**Which solver for the staircase of a 4 nm Au particle under the tip**

**Circuit and rates.** Lead 1 is the gold substrate, grounded and coupled to the particle through the alkanethiol layer with resistance $R_1$. Lead 2 is the tip at potential $V>0$, coupled by $R_2$ and $C_2$. All capacitance to ground, junction 1 plus stray, is $C_\Sigma-C_2$. With $n$ excess electrons and offset charge $Q_0$ the island potential is

$$\phi(n)=\frac{Q_0-ne+C_2V}{C_\Sigma}.$$

While an electron arrives from a lead held at $V_j$, the island potential moves linearly from $\phi(n)$ to $\phi(n+1)$. The free energy released is therefore $\Delta F=e[\phi(n+\tfrac12)-V_j]$. For flat densities of states the golden rule at $T=0$ gives the rate $\Delta F/e^2R_j$ if $\Delta F>0$ and zero otherwise. I count $I$ positive when electrons go substrate, island, tip. Negative bias follows from $V,Q_0,I\to-V,-Q_0,-I$.

I define $x=(C_2V+Q_0)/e$, $u=C_\Sigma V/e$ and $r=R_1/R_2$. Junction 1 adds an electron to state $n$ while $x-n-\tfrac12>0$, so the highest state reached is $n_0=\lfloor x+\tfrac12\rfloor$. I set $a=x+\tfrac12-n_0$, the position along the tread, between 0 and 1, and $b=u-a$. With $m=n_0-n$, in units of $1/R_2C_\Sigma$:

- loss to the tip, $m\to m+1$: rate $\beta_m=\max(b-m,0)$;
- refill from the substrate, $m\to m-1$: rate $(a+m-1)/r$ for $m\ge1$.

The chain ends at $M=\lceil b\rceil$. The reverse processes need $m<0$ (island to substrate) or $m>b+1$ (tip to island), so they never occur on it. Currents below are in units of $e/R_2C_\Sigma$ unless a unit is shown.

**The staircase formula.** For $r\to0$ the refill is instantaneous, the island sits in $m=0$, and $I=\beta_0$. In SI form, where this is positive,

$$I_1=\frac{(C_\Sigma-C_2)V-Q_0+(n_0-\tfrac12)e}{R_2C_\Sigma},$$

the expression used by Hanna and Tinkham (1991). Steps sit at $V_k=[(k+\tfrac12)e-Q_0]/C_2$. The period is $e/C_2$, the shift is $-Q_0/C_2$, the height is $e/R_2C_\Sigma$, and the tread slope is $(C_\Sigma-C_2)/R_2C_\Sigma$. One exception: if $b\le0$ up to $V_0$, with $|Q_0|<e/2$, the first step rises from zero, and inserting $n_0=1$ gives the height $V_0/R_2$, which is then at most $e/R_2C_\Sigma$.

**Model inputs**, all assumed and chosen to have the sub-attofarad, gigaohm sizes typical of such STM junctions: $C_2=0.20$ aF, $C_\Sigma=0.80$ aF, $R_1=0.5$ GΩ, $R_2=10$ GΩ, $Q_0=-e/8$. For scale, a free sphere of radius 2 nm has $4\pi\varepsilon_0R=0.223$ aF, and $C_\Sigma$ is 3.6 times that. The model has $r=0.05$, $e/C_\Sigma=0.200$ V, period 0.801 V, height 20.0 pA and slope 75 pS. Conduction starts linearly at 0.100 V, and the steps are at 0.501 V and 1.302 V.

**Exact answer.** A chain with nearest-neighbour jumps has zero net flux across each link in the steady state. So $p_m=w_m/Z$ with

$$w_0=1,\qquad w_{m+1}=w_m\,\frac{r\,\beta_m}{a+m},\qquad Z=\sum_{m=0}^{M}w_m,\qquad I=\sum_m p_m\beta_m .$$

Summing the link balance gives $rI=\langle m\rangle-(1-a)(1-p_0)$, and by definition $I=b-\langle m\rangle+\delta$ with $\delta=p_M(M-b)$. Eliminating $\langle m\rangle$,

$$I=\frac{b+\delta-(1-a)(1-p_0)}{1+r}.$$

For integer $b$, $\delta=0$ and $Z={}_2F_1(-b,1;a;-r)$. At $a=1$ and integer $b$ the distribution is binomial, with mean $rb/(1+r)$ and variance $rb/(1+r)^2$, and $I=b/(1+r)$. As $a\to0$, $p_0\to0$ and the chain becomes the one with $a=1$ and $b-1$. The exact current is thus continuous across every step.

I use two test points.

- Tread: $u=4.5$ ($V=0.901$ V), $x=1$, $a=0.5$, $b=4$. The weights are 1, 0.4, 0.04, 0.0016 and $2.286\times10^{-5}$, $Z=1.44162$, and $I=3.66365$. This is 73.4 pA against 80.1 pA from the formula.
- Riser: $u=6.7$ ($V=1.342$ V), $x=1.55$, $a=0.05$, $b=6.65$. There are eight states, $Z=9.65463$, and $I=5.52228$. This is 110.6 pA against 133.2 pA.

**Method A, the formula.** I count each addition, multiplication, division, comparison, floor, logarithm or random draw as one operation, with circuit constants precomputed. Getting $x$ takes 2, $n_0$ takes 2, and $a$, $u$, $b$ and the conversion to amperes take 1 each. That is 8 operations and no storage.

The relative error is $\varepsilon_1=(b-I)/I$. To first order $\langle m\rangle=rb/a$, so $\varepsilon_1=r/a+O(r^2)$, valid for $a\gg rb$. Keeping two states shows what happens nearer the step: $I_2=b-rb/(a+rb)$. The riser is half climbed at $a=rb$, a width $rb\,e/C_2$ in bias. The small parameter is $rb$ and not $r$, and it grows with bias. At the second step $b=6.5$ and $rb=0.325$, so the width is about 0.26 V, a third of the period. Averaged over $a$ at fixed $b$, the two-state deficit is $rb\ln(1+1/rb)$, which is 0.36 of a step height for $b=4$. At the foot of a step the formula is off by at least a full step for any $r$; at the first step of the model this is 75 %.

No computational knob improves A, but the tip height does. At $r=0.005$ the tread point has $\varepsilon_1=0.99$ %. With the compiled Au(111) work function $\Phi=5.33$ eV (Patra 2017) as the height of a vacuum barrier, $\kappa=\sqrt{2m_e\Phi}/\hbar=11.83$ nm$^{-1}$. A decade in $R_2\propto e^{2\kappa s}$ then takes a retraction of $\ln10/2\kappa=0.097$ nm and costs a decade in current.

**Method B, the chain cut at $K$ states.** I keep $m<K$ and set $I_K=S_K/Z_K$ with the partial sums $S_K=\sum_{m<K}w_m\beta_m$ and $Z_K=\sum_{m<K}w_m$; $K=1$ is method A. Each added state needs the new $\beta$ (1), the new denominator (1), the weight (3), $Z$ (1) and $S$ (2). With the final division the work is $W_K=8K+1$ for $K\ge2$. The memory is five running numbers whatever $K$ is.

From $S_{M+1}=IZ$,

$$I_K-I=\frac1{Z_K}\sum_{m\ge K}w_m\,(I-\beta_m).$$

The cut removes the smallest $\beta_m$ from a weighted mean, so $I_K$ approaches $I$ from above. For a bound I use $b-k\le b$ and $a+k\ge k$ for $k\ge1$, which give $w_m\le(rb/a)(rb)^{m-1}/(m-1)!$. For $K\ge2$, $Z_K>rb/a$, and $I-\beta_m\le I$. Hence

$$\varepsilon_K<\sum_{j\ge K-1}\frac{(rb)^j}{j!}\qquad(K\ge2),$$

uniformly in $a$. The second state is what removes the $1/a$ trouble; at the foot of any step $I_2\to b-1$, and the exact formula gives $\varepsilon_2\le r$. The error falls factorially, so at fixed $rb$ the work grows as $\ln(1/\varepsilon)/\ln\ln(1/\varepsilon)$ until $K$ reaches $M+1$ and the error vanishes. For $rb\gg1$ the binomial case shows that $K$ must first pass $rb/(1+r)$ by several $\sqrt{rb}/(1+r)$. The bound is loose: at the riser point it gives $5.45\times10^{-4}$ for $K=5$.

Solving the same master equation by dense elimination is also exact. It takes about $\tfrac23(M+1)^3=341$ operations and $(M+1)^2=64$ numbers at the riser point, 5.3 times the work of the full recursion, so I drop it.

**Method C, kinetic Monte Carlo.** In the Gillespie scheme each event needs a draw, a comparison with a tabulated branching ratio, a state update, a second draw, a logarithm, a multiplication by the tabulated mean waiting time and an addition to the clock. That is 7 operations. An electron takes two events and one counter increment, so $W=15N$ for $N$ electrons. I leave out the cost of the table, which favours C. The memory is $2(M+1)+3$, or 19 numbers at the riser point.

The estimate $N/t$ has relative variance $F/N$, where the Fano factor $F$ is the variance of the count over its mean at long times. To get $F$, I choose $g_m$ so that $N(t)+g_{m(t)}-It$ has no drift. It jumps by $h_m=1+g_{m+1}-g_m$ on a loss $m\to m+1$ and by $1-h_m$ on the return. Both jumps occur with the flux $J_m=p_m\beta_m$. Zero drift in state $m$, multiplied by $p_m$, reads $J_mh_m+J_{m-1}(1-h_{m-1})=Ip_m$. Summing this up to $m$, and adding squared jumps for the variance rate,

$$J_mh_m=I\sum_{k\le m}p_k-\sum_{k<m}J_k,\qquad F=\frac1I\sum_mJ_m\left[h_m^2+(1-h_m)^2\right].$$

This gives $F=0.856$ at the tread point and $F=0.878$ at the riser point. The one-sigma error is $\varepsilon=\sqrt{15F/W}$, so $W=15F/\varepsilon^2$. The dependence on the starting state is of order $1/N$ and is smaller.

**Error against work**, relative to the exact current:

| method | operations | tread | riser |
|---|---|---|---|
| A, $K=1$ | 8 | $9.18\times10^{-2}$ | $2.04\times10^{-1}$ |
| B, $K=2$ | 17 | $1.38\times10^{-2}$ | $4.68\times10^{-2}$ |
| B, $K=3$ | 25 | $8.24\times10^{-4}$ | $7.99\times10^{-3}$ |
| B, $K=4$ | 33 | $1.59\times10^{-5}$ | $6.84\times10^{-4}$ |
| B, $K=5$ | 41 | exact | $2.94\times10^{-5}$ |
| B, $K=6$ | 49 | exact | $5.97\times10^{-7}$ |
| B, $K=7$ | 57 | exact | $3.61\times10^{-9}$ |
| B, $K=8$ | 65 | exact | exact |
| C | $10^6$ | $3.58\times10^{-3}$ | $3.63\times10^{-3}$ |

The tread chain has five states, so its work stops at 41.

**Cheapest choice for an accuracy** to be met at both points. The column for C is the work at the riser point, for one sigma.

| target | choice | operations | operations for C |
|---|---|---|---|
| 0.25 | $K=1$ | 8 | $2.1\times10^{2}$ |
| 0.05 | $K=2$ | 17 | $5.3\times10^{3}$ |
| $10^{-2}$ | $K=3$ | 25 | $1.3\times10^{5}$ |
| $10^{-3}$ | $K=4$ | 33 | $1.3\times10^{7}$ |
| $10^{-4}$ | $K=5$ | 41 | $1.3\times10^{9}$ |
| $10^{-6}$ | $K=6$ | 49 | $1.3\times10^{13}$ |

The first row holds at these two points only, since A fails at the foot of the first step. The second row also holds at every foot, where $\varepsilon_2\le r=0.05$.

**Best choice inside a budget per bias point.** With 10 operations only A fits, with a worse error of 20 %. With 20 I take $K=2$ (4.7 %). With 50 I take $K=6$; C would move three electrons for that, a nominal error of 0.54. From 65 operations on, the full chain is exact and further work buys nothing. For C to match $K=3$ at the riser point takes $2.1\times10^5$ operations, $8.3\times10^3$ times more. The savings inside family B are modest. The full chain costs 8.1 times A and 2.6 times $K=3$, but only 1.97 times $K=4$. From $10^{-3}$ down the saving is below a factor of two, and I simply run the chain to its end.

**How much accuracy the particle deserves.** These are the terms the model leaves out, sized at the riser point.

- Temperature. The rates acquire the factor $1/(1-e^{-\Delta F/k_BT})$. With $\theta=k_BTC_\Sigma/e^2$, the slowest refill has $\Delta F/k_BT=a/\theta$. At 4.2 K, $\theta=0.0018$ and $a/\theta=28$, which is negligible. At 77 K, $\theta=0.033$ and $a/\theta=1.5$, and the $T=0$ rates fail there.
- Higher-order tunnelling. Its scale is set by $h/e^2R_1=5.2\times10^{-5}$.
- Discrete levels. Typical free-electron values for gold, 59.0 electrons per nm$^3$ and $E_F=5.5$ eV, give $N_e=2.0\times10^3$ and a mean spacing of spin-degenerate levels $4E_F/3N_e=3.7$ meV. This is 0.0185 of $e^2/C_\Sigma$, so only about 2.7 levels lie in the refill window $a=0.05$. With $\partial I_2/\partial a=rb/(a+rb)^2=2.27$ at fixed $b$, a granularity of one spacing in $a$ moves the current by 0.042, or 0.8 %.
- Bias dependence of $R_2$. Across an energy window $E$ the mean barrier seen by the electrons runs from $\Phi-E/2$ to $\Phi+E/2$. Linearising $e^{-2\kappa s}$ in the barrier height and averaging gives the factor $\sinh z/z$ with $z=\kappa sE/2\Phi$. The mean window is $E=I\,e^2/C_\Sigma=1.106$ eV. For an assumed gap $s=0.6$ nm, $z=0.74$ and the factor is 1.09. The bulk (111) value is only a stand-in for a curved, possibly ligand-covered particle, and a lower barrier at the same $\kappa s$ raises $z$.

So the constant-resistance model underestimates the current near 1.3 V by roughly 9 % on this estimate, and its 110.6 pA is the model's number. Method A, with 9 % and 20 %, errs by as much as that or more and is fit for reading $C_2$ and $Q_0$ off the feet of the steps, not for fitting heights. $K=3$ brings the truncation error to the size of the level granularity at 25 operations, and it is my choice for fitting. An energy-dependent $R_2$ or a finite temperature changes the rates but keeps nearest-neighbour jumps, so the product recursion survives with its linear work.

The recursion is lost once the state is no longer a single integer. Three coupled particles with five charge states each have 125 states, and dense elimination needs about $1.3\times10^6$ operations. That is ten times the single-island work of C at 1 %. The work of C also grows with the number of junctions, so the comparison has to be redone for arrays.